Q: I want to use hyperfine constants to find where the spin of this aluminium vacancy sits. The column of site moments says nitrogen, but the aluminium nuclei respond about as strongly. Which column should I believe?

Ansatz 0.2.0, PBE, plane waves with a 420 eV cutoff, default PAW datasets, scalar-relativistic, collinear spin. AlN with an Al vacancy of charge −1, 47-atom supercell, 3×4×2 k-point mesh, atoms relaxed in a fixed cell. The isotropic constant A is defined by H = A I·S with S = 1 and comes from the contact spin density, including the response of the cores.

| atom | like atoms | distance from the defect (Å) | site moment (muB) | mass number | isotropic hyperfine constant (MHz) |
| --- | --- | --- | --- | --- | --- |
| N45 | 1 | 2.05 | 0.32 | 14 | 9.8 |
| N24 | 1 | 2.08 | 0.26 | 14 | 8.2 |
| N37 | 1 | 2.09 | 0.33 | 14 | 4.9 |
| N39 | 1 | 2.09 | 0.33 | 14 | 5.2 |
| Al14 | 2 | 3.04 | 0.00 | 27 | -6.3 |
| Al12 | 1 | 3.04 | 0.00 | 27 | -6.3 |
| Al21 | 1 | 3.05 | 0.00 | 27 | -6.2 |
| Al15 | 1 | 3.07 | 0.00 | 27 | -5.9 |
| Al13 | 1 | 3.07 | 0.00 | 27 | -5.7 |
| Al8 | 1 | 3.09 | 0.00 | 27 | -10.5 |
| N25 | 1 | 3.10 | 0.01 | 14 | 0.4 |
| Al2 | 1 | 3.11 | 0.00 | 27 | -15.2 |
| Al10 | 1 | 3.11 | 0.00 | 27 | -7.3 |
| Al4 | 1 | 3.11 | 0.00 | 27 | -5.6 |
| Al6 | 1 | 3.12 | 0.00 | 27 | -5.7 |
| N43 | 1 | 3.63 | 0.02 | 14 | 0.9 |

A: Both, because they measure different things. The site moment adds up the spin density in a sphere around an atom. The isotropic hyperfine constant $A$ depends on the spin density at one point, the nucleus. For the question of where the spin sits, the moment is the better guide: the four nearest nitrogens together hold 1.24 of the 2 μB, and no other listed site holds more than 0.02. The rest lies between the spheres or on sites farther out.

Q: Then why is $A$ on those four nitrogens only 5 to 10 MHz?

A: Because the missing electrons left holes in nitrogen 2p orbitals, and a p orbital has a node at its own nucleus. What reaches the nucleus is a small s admixture in the hole orbital, plus a slight imbalance that the 2p spin induces in the filled s shells. You can see how small this is by asking how much of one unpaired s electron would give the same $A$. With total spin $S=1$, a fraction $f$ of such an electron gives

$$A=\frac{f\,A_s}{2S},\qquad f=\frac{2A}{A_s},$$

where $A_s$ is the coupling of one full valence s electron in the free atom, roughly 1800 MHz for nitrogen and 3900 MHz for aluminium (recalled values). For N45, $f=2\times9.8/1800$, or about 1%, while its site moment is 0.32 μB. The spin there is nearly all p-like.

Q: And aluminium, with a moment of 0.00?

A: The same step for Al12 gives $f=2\times(-6.3)/3900$, or about −0.3% of an s electron. So little spin disappears when a moment is rounded to two decimals, yet it gives several megahertz because one full s electron is worth thousands. Aluminium's value exceeds nitrogen's because its nucleus has the larger magnetic moment per unit spin, not because more s density reaches it. Read $f$ as a scale, not as a population, since polarised inner shells contribute to $A$ as well. The printed output lists it for every site.

Q: The minus sign bothers me. How can spin that leaks out from nitrogen arrive reversed?

A: Leaking alone would keep the sign. The usual explanation is that the spin polarises the bond. Each near aluminium shares an electron pair with a nitrogen that carries unpaired 2p spin. Exchange favours parallel spins on the same atom, so the pair's majority-spin electron is drawn a little towards nitrogen. The minority-spin electron then has more weight at the aluminium end, where the bond contains 3s character that reaches the nucleus. The proton in a methyl radical has a negative coupling for the same reason.

Q: Is that visible in the calculation, or is it only a good story?

A: The signs are visible: $A$ is negative at every listed aluminium and positive at every listed nitrogen. The same run also gives an absolute magnetisation of 2.16 μB against a net 2 μB, so regions of minority spin exist and hold about $(2.16-2)/2=0.08$ μB. That they arise through the bonds is the standard argument, not something the run isolates.

Q: Couldn't it simply be a decay with distance?

A: Look at N25. At 3.10 Å it sits in the middle of the aluminium distances, yet its $A$ is only 0.4 MHz, and positive. Nitrogen in this crystal bonds only to aluminium, so the polarisation has to pass through a further bond to reach it. A value that small is uncertain in itself, and a nitrogen s electron couples less strongly than an aluminium one. Even so, N25 has only about 0.04% of an s electron, against roughly 0.3% in size on most of the aluminium atoms. The place in the bond network matters more here than the distance.

Q: If each aluminium has the same kind of bond, they should all agree. Al2 has −15.2 MHz.

A: Nine of the eleven do roughly agree, between −5.6 and −7.3 MHz. Al2 is probably a product of the small cell. Four nitrogens with three remaining aluminium neighbours each should give twelve near aluminium atoms, but the cell has only eleven. Its short edge is just two Al–Al spacings long, so one aluminium lies midway between the vacancy and its periodic image and is bonded to a spin-carrying nitrogen of each.

Q: So that atom is polarised from both sides, and its coupling should double?

A: Yes, if the two effects add. Al2 has 2.5 times the mean of the nine ordinary atoms, somewhat more than simple addition gives. Its distance of 3.11 Å is half the short edge, but that only places it among the five aluminium atoms in the vacancy's own plane (3.09 to 3.12 Å), which all lie one spacing away. What singles it out is the size of $A$, so the assignment is likely but needs the coordinates to confirm it. Al8, at 1.7 times the mean, lies in the same plane and is not explained by doubling. It and Al10, the next strongest, may be the two in-plane neighbours of N45, the nitrogen with the largest $A$, but I have not tested that, and it would not say why the two differ.

Q: One more irregularity. N45 and N37 have almost the same moment, but $A$ differs by a factor of two.

A: That is what a mostly p-like spin allows. The moment counts the whole hole, while $A$ responds only to the small s-like spin at the nucleus, so a change from about 1% to 0.5% of an s electron halves $A$ and barely touches the moment. That spin is not all admixture: even a pure p hole is expected to give a positive $A$ of this order by polarising the filled s shells, and these numbers do not separate the two parts. What sets the difference between sites is less certain. The atoms were relaxed in a fixed cell, and a nitrogen that moves away from the vacancy flattens towards the plane of its three aluminium neighbours, which makes its hole more purely p. The nearest nitrogen does have the largest $A$, but distance can't be the whole story: N24 is only 0.01 Å closer than N37, yet it has 8.2 MHz against 4.9. Two other causes are expected to matter. In wurtzite, one of the four nitrogens lies along the c axis and differs from the other three even without periodic images. In this small cell, the aluminium midway between two vacancies is also bonded to two of those three, which sets them apart from the third. N37 and N39, nearly alike in every column, may be that pair, and N24, with the odd moment, the one along c.

Q: Would you compare these numbers with a measured spectrum?

A: Only the broad pattern, and even that with care. PBE tends to spread such holes over too many atoms, and the gap between filled and empty levels is below 0.1 eV here, so the even sharing among four nitrogens may not survive a better functional. PBE also underestimates the polarisation of inner shells, which affects both kinds of nucleus. Contact densities this small are uncertain by about their own size on every row, not only at N25, and the charged cell sits in a uniform compensating background.

Q: What would change if the two holes settled on just two of the nitrogens?

A: By the bond argument, the aluminium atoms attached to those two should couple more strongly than here, still with a negative sign, and the others should lose most of their coupling. Each nitrogen next to the vacancy has three aluminium neighbours, so the number of strongly coupled aluminium nuclei would hint at how many nitrogens share the spin. A larger cell would be needed first, so that no aluminium is counted by two vacancies.

Numerical output:

```
Sum of site moments on the four nearest N (muB): 1.24
The same as a share of the total moment (%): 62
Ratio of A, N45 to N37: 2
Ratio of site moment, N45 to N37: 0.9697
Spread of distance among the four nearest N (angstrom): 0.04
Equivalent s spin as a share of the site moment, N45 (%): 3.403
Equivalent s spin as a share of the site moment, N37 (%): 1.65
Number of distinct near Al atoms: 11
Number of near Al atoms without Al2 and Al8: 9
Mean A of the near Al without Al2 and Al8 (MHz): -6.144
Weakest A among these (MHz): -5.6
Strongest A among these (MHz): -7.3
Ratio of A, Al2 to that mean: 2.474
Ratio of A, Al8 to that mean: 1.709
Half of the short cell edge (angstrom): 3.113
Equivalent s spin from A:
   row  percent of one s electron
   N45                      1.089
   N24                     0.9111
   N37                     0.5444
   N39                     0.5778
  Al14                    -0.3231
  Al12                    -0.3231
  Al21                    -0.3179
  Al15                    -0.3026
  Al13                    -0.2923
   Al8                    -0.5385
   N25                    0.04444
   Al2                    -0.7795
  Al10                    -0.3744
   Al4                    -0.2872
   Al6                    -0.2923
   N43                        0.1
```
